In this TiCo₂ cell the titanium atoms are magnetised against the cobalt atoms, and the density of states suggests why. Titanium 3d levels lie far above the spin-up 3d levels of cobalt but close above the spin-down ones. They therefore mix more strongly with cobalt in spin down, and the filled spin-down bands take more titanium character with them. In projected 3d electrons, each Ti atom holds 1.07 up and 1.85 down.

Density of states of C15 TiCo2 (6-atom cell, cubic a = 6.657 Å) from Ansatz 0.2.0 with collinear-spin r2SCAN, scalar-relativistic PAW and a 500 eV plane-wave cutoff. It was computed by the tetrahedron method on a 15×15×15 k mesh and averaged over 0.2 eV bins, with energies counted from the Fermi level. The 3d and 4s columns are Löwdin projections summed over each element's sites.

```csv
energy (eV),density of states total (states/eV/cell),DOS Co 3d up (states/eV/cell),DOS Co 3d down (states/eV/cell),DOS Ti 3d down (states/eV/cell),DOS Ti 3d up (states/eV/cell),DOS Co 4s up (states/eV/cell)
-7.95,0.48,0.01,0.01,0,0,0.1300
-7.55,0.62,0.02,0.01,0.01,0,0.1700
-7.15,0.82,0.04,0.02,0.01,0.01,0.2400
-6.75,1.11,0.1,0.04,0.03,0.02,0.3900
-6.35,0.93,0.11,0.04,0.04,0.03,0.3300
-5.95,0.69,0.11,0.02,0.03,0.03,0.2000
-5.55,2.91,1,0.12,0.17,0.11,0.3400
-5.15,5.08,3.55,0.16,0.14,0.25,0.3100
-4.75,5.59,3.14,0.69,0.22,0.26,0.2800
-4.35,4.48,2.42,0.74,0.36,0.16,0.1400
-3.95,11.17,6.63,1.97,0.83,0.37,0.3200
-3.55,9.28,5.71,1.77,0.45,0.35,0.3100
-3.15,6.17,3.85,1.17,0.2,0.37,0.1900
-2.75,9.57,4.14,3.96,0.41,0.44,0.2200
-2.35,14.18,7.52,4.62,0.95,0.33,0.1900
-1.95,12.25,4.42,4.32,2.16,0.21,0.1300
-1.55,4.36,1.57,1.16,0.8,0.21,0.0700
-1.15,4.44,1.81,1.2,0.27,0.53,0.1200
-0.75,4.46,0.58,2.44,0.76,0.3,0.0800
-0.35,6.43,0.62,3.09,0.8,0.99,0.1300
0.05,5.30,0.42,2.33,0.98,1.01,0.0500
0.45,10.98,0.9,4.11,1.82,3.52,0.1100
0.85,13.56,1.07,5.53,2.3,3.53,0.4400
1.25,5.99,0.13,2.87,1.93,0.78,0.0500
1.65,3.62,0.07,1.51,1.27,0.48,0.0300
2.05,5.38,0.14,0.74,2.56,1.36,0.0700
2.45,8.75,0.21,0.98,3.53,3.09,0.1600
2.85,3.54,0.1,0.32,0.7,1.62,0.1400
3.25,3.02,0.05,0.28,0.94,0.74,0.1400
3.65,2.37,0.05,0.12,0.33,0.94,0.2300
4.05,1.55,0.02,0.09,0.22,0.38,0.0900
4.45,2.58,0.05,0.14,0.28,0.51,0.1300
4.85,1.32,0.02,0.06,0.12,0.23,0.0700
5.25,0.83,0.01,0.04,0.08,0.11,0.0400
5.65,0.75,0.01,0.03,0.07,0.09,0.0400
```

**Cobalt sets the two spins apart**

Exchange within the cobalt atom lowers the levels of the spin that already holds more electrons. Cobalt 3d up is nearly full, with 4.66 of 5 possible electrons an atom, while 3d down holds only 3.15. In the table the spin-up weight lies mostly below the Fermi level, whereas the spin-down weight continues through it to a large empty peak at 0.85 eV. The weighted mean energies of the two columns differ by about 2 eV.

Titanium has a smaller nuclear charge, which holds its 3d electrons less tightly, so its levels lie higher. Their mean is 3.9 eV above that of cobalt in spin up, but only 1.3 eV above it in spin down. These means are estimates, because the rows stand 0.4 eV apart and each bin covers only 0.2 eV. Weighting the filled and empty parts by the electron counts of the calculation leaves the spin-down distance practically unchanged.

**Near levels share their electrons**

When two orbitals on neighbouring atoms overlap, they form a lower, bonding state and a higher, antibonding state. If their energies are far apart, the bonding state stays almost entirely on the atom with the lower level. If they are close, it spreads over both atoms. Filling the bonding states of both spins then places more spin-down than spin-up electrons on titanium.

The row at −1.95 eV shows a strong contrast between the spins. Titanium makes up a third of the listed 3d weight there in spin down, but only about 5 % in spin up. Cobalt 3d is equally strong in both spins in this row, at 4.42 up and 4.32 down, so the contrast comes from titanium. The row exaggerates the effect, however, because it cuts the two bands at different heights. Its spin-down states still belong to the lowest third of the 3d states, whereas its spin-up states lie near the middle, where cobalt mixes less. Over the lowest third of each spin, the titanium share is still clearly larger in spin down.

**An estimate with one coupling**

Per cell and spin there are 20 cobalt and 10 titanium 3d states. If only Ti–Co coupling is kept, the 10 titanium states can mix with no more than 10 combinations of cobalt states. This gives 10 bonding states, 10 pure cobalt states and 10 antibonding states, in order of rising energy. The titanium share $s$ of a bonding state follows from two coupled levels:

$$s=\frac12\left(1-\frac{D}{\sqrt{D^2+4V^2}}\right)$$

Here $D$ is the distance between the mean titanium and cobalt energies, and $V$ is the coupling.

Spin up fixes $V$. The cell has $4\times4.66+2\times1.07\approx20.8$ spin-up 3d electrons, so in the model the bonding and pure cobalt states are full and about 0.8 electrons enter antibonding states. The titanium share of those is $1-s$, and the count $10s+0.8(1-s)=2.14$ gives $s\approx0.15$. With $D=3.9$ eV, this corresponds to a $V$ of about 1.9 eV, an effective value that lumps many overlaps together.

Spin down can then be estimated with the same $V$, without a further fit. The distance of 1.3 eV gives

$$s\approx\frac12\left(1-\frac{1.3}{\sqrt{1.3^2+4\times1.9^2}}\right)\approx0.34.$$

Ten filled bonding states thus put 3.4 electrons on two titanium atoms, or 1.7 on each. The calculation has 1.85, so the estimate is about 8 % low. Part of this agreement is a balance of errors. In the table, the lowest third of the 3d states holds less titanium than the model's bonding states do, in both spins, while the middle third, pure cobalt in the model, holds some as well.

**What the estimate explains**

The difference between the two spin counts on titanium is a small remainder of larger numbers, so the error weighs more heavily there. The model gives a 3d moment of −0.63 μB for each titanium atom, against −0.78 μB from the projected electrons. It has the right sign and about four fifths of the size. Part of the shortfall may come from spin-down cobalt orbitals that reach further out and overlap more, which a common $V$ ignores; this has not been tested.

In the model, the distance between the levels decides the sign. If titanium were as far from cobalt in spin down as in spin up, the same model would give a moment of +0.34 μB, parallel to cobalt, because only spin up has electrons in the antibonding states, which lie mostly on titanium. Titanium's own exchange splitting, about half an eV, adds to the effect by lowering its spin-down levels. With that splitting removed the model still gives −0.44 μB, so in this picture the splitting on cobalt is enough to turn the titanium moment round.

The level distances come from the finished magnetic state, so the estimate explains how that state hangs together and does not predict magnetism from scratch. The output after this text lists the level positions and the variants of the estimate.

**Peaks and dips that break the pattern**

The strong peak at 0.45 and 0.85 eV looks like one band in the total, but it joins two kinds of states. In spin down it is mainly empty cobalt 3d. In spin up, titanium supplies 78 % of the listed 3d weight, as befits antibonding states. Cobalt 3d up also rises again here, to 1.07 at 0.85 eV, and this empty weight is part of the reason why that shell is not completely full.

The peak at 2.45 eV is mostly titanium in both spins, with 3.53 down and 3.09 up. Its spin-down part fits the same picture: stronger mixing pushes the antibonding states further above the mean titanium level, which makes up for the lower position of that level in this spin. The two separate titanium peaks in spin up are beyond a model with a single titanium level. They require the full band structure, including the coupling between titanium atoms.

Between −1.55 and −0.75 eV the total stays near 4.4 states per eV and cell, far below the 12.25 at −1.95 eV. Two things meet here. The spin-up cobalt band is running out, and spin-down cobalt has a valley at −1.55 and −1.15 eV before it rises again. Such a valley often separates more bonding from less bonding d states, but the projections alone do not settle whether that is its origin here.

At the ends of the range, 3d states matter less. Up to −5.95 eV, cobalt 4s of spin up alone provides 31 % of the total, and the density is low because s bands spread over a wide range of energy. Near the top, the total rises again at 4.45 eV, although the four 3d columns together account for less than half of it. The rest probably belongs to broad s- and p-like states, most of which the table does not list.

**How to use these numbers**

Read the spin-resolved columns before naming a peak. The total would suggest one band just above the Fermi level, where there are in fact cobalt states of one spin and titanium states of the other. To judge which way the moment of the element with the higher d levels will point, compare its distance from the partner's levels in each spin. A much shorter distance in spin down, with the bonding states filled, favours an opposed moment.

For properties that depend on electrons at the Fermi level, take the value at that energy and not the nearest bin. The calculation gives only about seven tenths of the 5.30 states per eV and cell that the bin at 0.05 eV averages. That bin lies mostly above the level, so the density probably climbs just there, and a small shift of the level would then change it noticeably. Whether both spins conduct is less certain. The bins nearest the level hold states of both, but the total moment per cell is close to 4 μB, and a whole number is what a gap in spin up would give. A spin-resolved density on a finer energy grid around the level would show which is the case.

Treat the size of the moments with more caution than the mechanism. The r2SCAN functional tends to exaggerate exchange splitting in metals of this kind, so the moments of a real sample may be much smaller. A smaller splitting on cobalt would make the two level distances more alike and weaken the opposed titanium moment. The run began with parallel cobalt moments, and the state it reached has not been shown to be the lowest. Before using the magnetic order in a design decision, repeat the calculation from non-magnetic and antiparallel cobalt starts, and with a second functional.

Numerical output:

```
Centre of Co 3d up (eV): -2.958
Centre of Co 3d down (eV): -0.907
Centre of Ti 3d up (eV): 0.901
Centre of Ti 3d down (eV): 0.4067
Distance Ti above Co, spin up (eV): 3.859
Distance Ti above Co, spin down (eV): 1.314
Co splitting, down less up (eV): 2.051
Ti splitting, down less up (eV): -0.4943
Distance spin down after reweighting to the 3d counts (eV): 1.305
Co 3d down states caught by the listed rows, of 20: 18.68
Antibonding spin-up electrons per cell: 0.7878
Ti share of a bonding state, spin up, from the count (percent): 14.68
Coupling V set by spin up (eV): 1.934
Ti share of a bonding state, spin down, model (percent): 33.92
Ti 3d down electrons per atom, model: 1.696
Ti 3d moment per atom, computed (muB): -0.7796
Ti 3d moment per atom, model (muB): -0.6258
Ti 3d moment per atom, equal distance in both spins (muB): 0.3361
Ti 3d moment per atom, Ti splitting removed (muB): -0.44
Ti part of listed 3d down at -1.95 eV (percent): 33.33
Ti part of listed 3d up at -1.95 eV (percent): 4.536
Ti part of listed 3d up at 0.45 and 0.85 eV (percent): 78.16
Co 4s up part of the total, rows up to -5.95 eV (percent): 31.4
```
